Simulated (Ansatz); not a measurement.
**How basis sets differ on CH3AlF2S (SMILES C[S][Al]([F])[F])**

The species is CH3AlF2S (8 atoms), meant as a singlet with charge 0. As SMILES, `C[S][Al]([F])[F]`. The shape is that of a PBE0-D4/def2-TZVP optimisation.

Quantity: the dipole moment, in D. The values are calculated.

| level | kind | program | value (D) |
| --- | --- | --- | --- |
| HF/STO-3G | Hartree–Fock | Ansatz | 0.64 |
| HF/3-21G | Hartree–Fock | Ansatz | 2.22 |
| HF/6-31G | Hartree–Fock | Ansatz | 2.67 |
| HF/def2-SVP | Hartree–Fock | Ansatz | 2.22 |

The values span 0.64 to 2.67 D. Magnitudes only: a small dipole may point the other way at some levels. Sets without polarisation functions give poor dipoles.

The dipole depends strongly on how freely the valence density can adjust. The minimal set gives only 0.64 D, while the split-valence sets 3-21G and 6-31G give 2.22 and 2.67 D. With a single function per valence orbital, fluorine and sulfur cannot expand as they draw charge from the electropositive aluminium, so the polarity of the Al–F and Al–S bonds is poorly described. Because these bond contributions partly cancel in the vector sum, modest errors in charge distribution can change the total considerably.

The rise does not continue to def2-SVP, which returns to 2.22 D. Its d functions probably let the lone pairs on fluorine and sulfur polarise and delocalise towards aluminium, offsetting some of the charge separation found with 6-31G. The match between 3-21G and def2-SVP therefore suggests compensating errors in the smaller set rather than an equivalent density, and is no sign of convergence. The series leaves open how electron correlation would shift the dipole.
